**Spin splitting of the 3s level in silicon-like ions**

Counting spins suggests a constant. Every species from Si to Ni¹⁴⁺ below has 14 electrons, a filled 3s shell and two 3p electrons of up spin, so the 3s-up electron always has the same two exchange partners and the 3s-down electron always lacks them. On that count the splitting of the 3s level should not care about the nuclear charge $Z$. In spin-polarised LDA it rises at every step, by a factor of 4.65 in all, while its share of the 3s binding falls ninefold.

Spherical all-electron Kohn-Sham calculations with Quantum ESPRESSO ld1.x 7.5 for silicon-like atoms and ions in the configuration [Ne] 3s² (3p up)². All runs are spin-polarised and scalar-relativistic, with the LDA functional (Slater exchange, VWN5 correlation) and a point nucleus. Eigenvalues are negative for bound levels.

| species | Z | charge (e) | eigenvalue (3s up) (eV) | eigenvalue (3s down) (eV) | mean radius (3s up) (bohr) | mean radius (3s down) (bohr) | ε(3s down) − ε(3s up) (eV) | exchange correlation energy (hartree) |
| --- | --- | --- | --- | --- | --- | --- | --- | --- |
| Si | 14 | 0 | -11.386 | -9.8852 | 2.1525 | 2.1724 | 1.50 | -19.634 |
| P+ | 15 | 1 | -24.078 | -22.093 | 1.8124 | 1.8279 | 1.98 | -21.607 |
| S2+ | 16 | 2 | -40.360 | -37.940 | 1.5718 | 1.5836 | 2.42 | -23.563 |
| Cl3+ | 17 | 3 | -59.996 | -57.165 | 1.3916 | 1.4009 | 2.83 | -25.510 |
| Ar4+ | 18 | 4 | -82.883 | -79.655 | 1.2509 | 1.2583 | 3.23 | -27.451 |
| K5+ | 19 | 5 | -108.97 | -105.35 | 1.1373 | 1.1434 | 3.62 | -29.389 |
| Ca6+ | 20 | 6 | -138.21 | -134.22 | 1.0435 | 1.0486 | 4.00 | -31.326 |
| Sc7+ | 21 | 7 | -170.61 | -166.24 | 0.96443 | 0.96879 | 4.37 | -33.263 |
| Ti8+ | 22 | 8 | -206.14 | -201.40 | 0.89685 | 0.90061 | 4.75 | -35.200 |
| V9+ | 23 | 9 | -244.81 | -239.69 | 0.83832 | 0.84160 | 5.12 | -37.138 |
| Cr10+ | 24 | 10 | -286.61 | -281.12 | 0.78709 | 0.78998 | 5.49 | -39.078 |
| Mn11+ | 25 | 11 | -331.55 | -325.69 | 0.74184 | 0.74440 | 5.86 | -41.020 |
| Fe12+ | 26 | 12 | -379.63 | -373.40 | 0.70155 | 0.70384 | 6.23 | -42.965 |
| Co13+ | 27 | 13 | -430.85 | -424.25 | 0.66543 | 0.66749 | 6.60 | -44.912 |
| Ni14+ | 28 | 14 | -485.23 | -478.26 | 0.63286 | 0.63471 | 6.97 | -46.863 |

**What happens**

The quantity is $\Delta = \varepsilon(3s\downarrow) - \varepsilon(3s\uparrow)$, the difference of two Kohn-Sham eigenvalues $\varepsilon$ of the filled 3s shell. It is not a gap between occupied and empty levels. The occupations of the runs show the same state in every row, so Sc⁷⁺ to Ni¹⁴⁺ are silicon-like ions with an empty 3d shell and added spin plays no part. No row breaks the order. The steps are not equal, however: 0.48 eV from Si to P⁺, 0.44 eV to S²⁺, then a decline to 0.37–0.38 eV from Ca⁶⁺ on. The single 0.38 eV at Ti⁸⁺ between two steps of 0.37 eV is rounding. In every row 3s up lies lower and has the smaller mean radius $\langle r\rangle$.

**Why it rises**

Both spins move in the same nuclear and Hartree potential. Only the exchange-correlation potential tells them apart, so to first order $\Delta$ is the 3s average of $\Delta v = v_\downarrow - v_\uparrow$. For local exchange, in atomic units and with spin densities $n_\uparrow$, $n_\downarrow$,

$$\Delta v(r) = \left(\frac{6}{\pi}\right)^{1/3}\left[n_\uparrow^{1/3} - n_\downarrow^{1/3}\right].$$

With no excess spin this vanishes. With excess spin $m = n_\uparrow - n_\downarrow$ small against the total density $n$, it goes as $m/n^{2/3}$. If a density of fixed shape is shrunk by a factor $\lambda$, then $n \to \lambda^3 n(\lambda r)$ and $\Delta v \to \lambda\,\Delta v$. Exchange is a Coulomb interaction, and its strength is an inverse length: the number of partners fixes the prefactor, their distance fixes the energy.

The two ends of the series then behave differently. At high charge the nucleus dominates, the $n=3$ orbitals approach hydrogenic shapes of size proportional to $1/(Z-\sigma)$ with a slowly changing screening $\sigma$, and $\Delta$ becomes linear in $Z$. That is the run of equal steps. Near neutrality the valence electrons see only a small net charge, and one more proton changes them out of proportion. The loosely held 3p contracts faster than the penetrating 3s: the ratio of 3p-up to 3s-up mean radius in these runs is 1.275 for Si, 1.083 for Cl³⁺ and 0.989 for Ni¹⁴⁺. The shape is therefore not fixed at the start, and it matters which length is used.

The excess spin sits in 3p up, which suggests trying

$$\Delta = c\,\langle 1/r\rangle_{3p\uparrow}.$$

The one constant was fitted to the relative error of fourteen rows, all but Co¹³⁺, with $\langle 1/r\rangle$ from the same runs, and gives $c = 3.136$ eV bohr. For Co¹³⁺, the mean of the values for Fe¹²⁺ and Ni¹⁴⁺ is $(1.976 + 2.208)/2 = 2.092$ bohr⁻¹, so $\Delta = 3.136 \times 2.092 = 6.56$ eV against 6.60 eV, low by 0.6% of the table value. The row was outside the fit, but it lies between two fitted rows on a nearly straight stretch and is an easy case. The early, larger steps of $\Delta$ have their counterpart in the steps of $\langle 1/r\rangle_{3p\uparrow}$, which fall from 0.146 to 0.116 bohr⁻¹. The analysis printed below gives the residuals row by row.

Two other scales, fitted to all fifteen rows, do worse. With $1/\langle r\rangle$ of 3s up, Si comes out 25% above the table, and the like-for-like products show how much the fit depends on the shell chosen: $\Delta\langle r\rangle$ climbs from 3.23 to 4.41 eV bohr with the 3s radius but only from 4.12 to 4.36 with the 3p radius. With the total exchange-correlation energy the miss at Si is 52%. That energy grows only 2.39-fold because it is weighted towards the dense core, which was poorly screened to begin with and contracts less; $\langle 1/r\rangle$ of 2p up grows by $6.001/2.458 = 2.44$.

The scaling with $\lambda$ is built into local exchange, so the good fit is no test of LDA. Nor does it show that exchange follows the 3p size. The 3s–3p exchange integral $G^1$, used below, grows 2.15-fold from Cl³⁺ to Co¹³⁺, close to the 2.09-fold growth of $1/\langle r\rangle_{3s}$ and short of the 2.32-fold growth of $\langle 1/r\rangle_{3p\uparrow}$. Local exchange may lag behind the 3p scale as well, with $\Delta$ keeping pace because correlation, which opposes the splitting, loses weight along the series; only an exchange-only calculation could tell. The nearly constant $c$ is therefore an empirical result for this configuration and functional, not a constant of exchange.

**Where the scaling fails**

Si is the worst row: $3.136 \times 0.493 = 1.55$ eV against 1.50 eV, high by 3.1% of the table value where rounding allows 0.3%. P⁺ is 1.2% high, and from Ar⁴⁺ on the fit is 0.3–0.6% low, also beyond rounding. These runs do not settle the cause: none was made with exchange alone, and the splitting is not divided into exchange and correlation. Correlation is a likely contributor. It acts most strongly between opposite spins, favours the minority electron, opposes the splitting and grows much more slowly than $\lambda$, so it should weigh most in the dilute neutral atom. The changing shape of the orbitals near neutrality also enters, and its effect on the miss, in size or sign, is not known from these runs. At the other end $(Z\alpha)^2$, with $\alpha$ the fine-structure constant, reaches 4.2% at Ni, so the small drift at high charge may include scalar-relativistic contraction.

**Why the splitting shrinks against binding**

In the hydrogenic limit binding goes as $\lambda^2$ and exchange as $\lambda$, so their ratio falls as $1/\lambda$. The table falls faster, from 13.2% of $|\varepsilon(3s\uparrow)|$ to 1.44%. The binding grows 42.6-fold, while the square of the 3s contraction is only $3.40^2 = 11.6$. Size and energy are screened differently. Charge at or beyond the 3s radius raises the potential inside by a near constant, which lifts the eigenvalue but exerts little force on the orbital. Hydrogenic 3s formulas give Si an effective charge of 6.27 from its radius and 2.74 from its eigenvalue. Both gain a little over one unit per proton, and the smaller one gains more in proportion. The functional enters the share in two opposite ways: the self-interaction left in LDA raises the eigenvalue and so enlarges the share, while the splitting itself comes out small in LDA, as shown below, and so reduces it.

The radii respond in the same perturbative way. A potential difference of order $\lambda$ mixes in levels spaced by $\lambda^2$, so the relative difference of the up and down radii goes as $1/\lambda$ and the absolute one as $\langle r\rangle^2$. The fitted exponent over all rows is 1.99, with the difference falling from 0.0199 to 0.00185 bohr. That is cleaner than the argument deserves, because $\Delta$ itself grows faster than $1/\langle r\rangle_{3s}$, and the ratio to $\langle r\rangle^2$ is low at Si (4.30, in $10^{-3}$ bohr⁻¹), about 4.8 near Cl³⁺ and 4.62 at Ni¹⁴⁺. The sign follows from the shape of $\Delta v$, which repels the down electron most in the valence region. It dies away in the tail, so 3s down leaks outward; it is damped by $n^{-2/3}$ in the core, so core orbitals of down spin are pushed inward, and their radii are indeed the smaller ones in these runs. The same picture accounts for a 3p splitting close to that of 3s (89% of it in Si, 99% in Ni¹⁴⁺) and a 1s splitting far below it (11% and 27%).

**How far to trust the size**

In Hartree-Fock theory each 3p electron of the same spin lowers 3s by $G^1/3$ on spherical average, $G^1$ being the 3s–3p exchange integral, so two give $2G^1/3$. With the integrals of these runs, that is $2 \times 11.31/3 = 7.54$ eV for Cl³⁺ and 16.20 eV for Co¹³⁺. The LDA splittings are 38% and 41% of these. The trend is similar in the two rows ($G^1$ grows 2.15-fold, $\Delta$ 2.33-fold), but the magnitude is not. This is a frozen-orbital estimate on LDA orbitals, not a Hartree-Fock calculation. Theory points to two reasons for the smaller local value. Correlation opposes the splitting, and the cube root saturates: three up electrons against one down, if they had equal shapes, would deepen the potential only by a factor $3^{1/3} = 1.44$. The two are not separated here. Correlation should lose weight along the series, yet the LDA share of the estimate hardly changes, which suggests, without proving it, that correlation is the smaller part.

**What to do**

To carry an LDA splitting from one ion of this series to another, scale it with $\langle 1/r\rangle$ of 3p up, as an empirical rule that an exchange-only or Hartree-Fock splitting need not obey; with the one fitted $c$ this held within 0.6% from S²⁺ on, 1.2% at P⁺ and 3.1% at Si. When a splitting is carried directly from Si to a highly charged ion, the errors of the two ends add. A straight line in $Z$ through all rows overshoots Si by 0.14 eV. Beyond Ni¹⁴⁺ the argument gives further steps like the last ones until relativity bends the line, and a more weakly bound member than Si would fall further below the scaling if the trend from S²⁺ to Si continues, which was not tested. One or three parallel 3p electrons would change the prefactor and the size of the miss near neutrality, not the growth with inverse size.

Do not read $\Delta$ as a spectroscopic splitting. The eigenvalues are not ionisation energies, and the spherical open shell resolves no terms. Removing 3s down leaves a pure high-spin state, but removing 3s up leaves a mixture of spin states, so the separation of the ionic terms differs from the eigenvalue difference even in Hartree-Fock theory. Breit and QED terms are left out. Spin-orbit coupling is absent too, and it grows much faster with $Z$ than exchange does, so the picture of two parallel 3p spins is weakest for the heaviest ions, whatever the functional.

Output of the analysis:

```
gap=c*<1/r>3p: c=3.1358 eV bohr; gap/x 3.042-3.156; rms 1.0%; worst Si +3.1%
gap=c*1/<r>3s: c=4.0379 eV bohr; gap/x 3.229-4.411; rms 9.0%; worst Si +25.1%
gap=c*|Exc|: c=0.1159 eV/Ha; gap/x 0.076-0.149; rms 20.4%; worst Si +51.7%
gap linear in Z: slope 0.3847 eV, rms 0.052 eV, Si +0.139 eV (floor 0.005)
ion step(eV,+-0.01) step<1/r>3p(1/bohr) | model-table %: 3p 3s Exc floor | gap*r3s gap*r3p(eV bohr) r3p/r3s
Si      nan    nan | +3.1  +25.1  +51.7 0.33 | 3.23  4.12  1.275
P+     0.48  0.146 | +1.2  +12.5  +26.5 0.25 | 3.59  4.18  1.165
S2+    0.44  0.134 | +0.2   +6.2  +12.8 0.21 | 3.80  4.24  1.114
Cl3+   0.41  0.129 | -0.1   +2.5   +4.5 0.18 | 3.94  4.26  1.083
Ar4+   0.40  0.125 | -0.3   -0.1   -1.5 0.15 | 4.04  4.29  1.061
K5+    0.39  0.122 | -0.4   -1.9   -5.9 0.14 | 4.12  4.31  1.046
Ca6+   0.38  0.121 | -0.4   -3.3   -9.2 0.12 | 4.17  4.31  1.034
Sc7+   0.37  0.119 | -0.3   -4.2  -11.8 0.11 | 4.21  4.32  1.024
Ti8+   0.38  0.119 | -0.5   -5.2  -14.1 0.11 | 4.26  4.33  1.016
V9+    0.37  0.118 | -0.4   -5.9  -15.9 0.10 | 4.29  4.33  1.010
Cr10+  0.37  0.117 | -0.4   -6.6  -17.5 0.09 | 4.32  4.34  1.004
Mn11+  0.37  0.117 | -0.5   -7.1  -18.9 0.09 | 4.35  4.35  1.000
Fe12+  0.37  0.116 | -0.5   -7.6  -20.1 0.08 | 4.37  4.35  0.996
Co13+  0.37    nan | +nan   -8.1  -21.1 0.08 | 4.39   nan    nan
Ni14+  0.37    nan | -0.6   -8.5  -22.1 0.07 | 4.41  4.36  0.989
ion gap/|e_up|% dr(bohr) dr/r% dr/r^2(1e-3/bohr) floor% | Z_r Z-Z_r Z_E Z-Z_E
Si     13.17 0.01990 0.92 4.30 0.5 |  6.27  7.73   2.74  11.26
P+      8.22 0.01550 0.86 4.72 0.6 |  7.45  7.55   3.99  11.01
S2+     6.00 0.01180 0.75 4.78 0.8 |  8.59  7.41   5.17  10.83
Cl3+    4.72 0.00930 0.67 4.80 1.1 |  9.70  7.30   6.30  10.70
Ar4+    3.90 0.00740 0.59 4.73 1.4 | 10.79  7.21   7.40  10.60
K5+     3.32 0.00610 0.54 4.72 1.6 | 11.87  7.13   8.49  10.51
Ca6+    2.89 0.00510 0.49 4.68 2.0 | 12.94  7.06   9.56  10.44
Sc7+    2.56 0.00436 0.45 4.69 0.2 | 14.00  7.00  10.62  10.38
Ti8+    2.30 0.00376 0.42 4.67 0.3 | 15.05  6.95  11.68  10.32
V9+     2.09 0.00328 0.39 4.67 0.3 | 16.10  6.90  12.73  10.27
Cr10+   1.92 0.00289 0.37 4.66 0.3 | 17.15  6.85  13.77  10.23
Mn11+   1.77 0.00256 0.35 4.65 0.4 | 18.20  6.80  14.81  10.19
Fe12+   1.64 0.00229 0.33 4.65 0.4 | 19.24  6.76  15.85  10.15
Co13+   1.53 0.00206 0.31 4.65 0.5 | 20.29  6.71  16.88  10.12
Ni14+   1.44 0.00185 0.29 4.62 0.5 | 21.33  6.67  17.92  10.08
exponent dr vs r3s: 1.99 (theory 2); local exponent vs 1/r3s, first/last step: |e| 4.35/2.37, gap 1.61/1.09
Ni14+/Si factors: gap 4.65, <1/r>3p 4.48, 1/r3p 4.38, 1/r3s 3.40, |Exc| 2.39, |e_up| 42.6
Cl3+: 2G1/3=7.54 eV, gap/(2G1/3)=37.5%, G1*r3s=15.73 eV bohr
Co13+: 2G1/3=16.20 eV, gap/(2G1/3)=40.7%, G1*r3s=16.17 eV bohr
Co13+/Cl3+: G1 x2.15, gap x2.33; (Z alpha)^2 Si 1.0%, Ni 4.2%
Si splitting eV (share of 3s gap): 1s 0.17 (11%), 2s 0.20 (13%), 3p 1.34 (89%)
Ni14+ splitting eV (share of 3s gap): 1s 1.88 (27%), 2s 1.88 (27%), 3p 6.93 (99%)
```
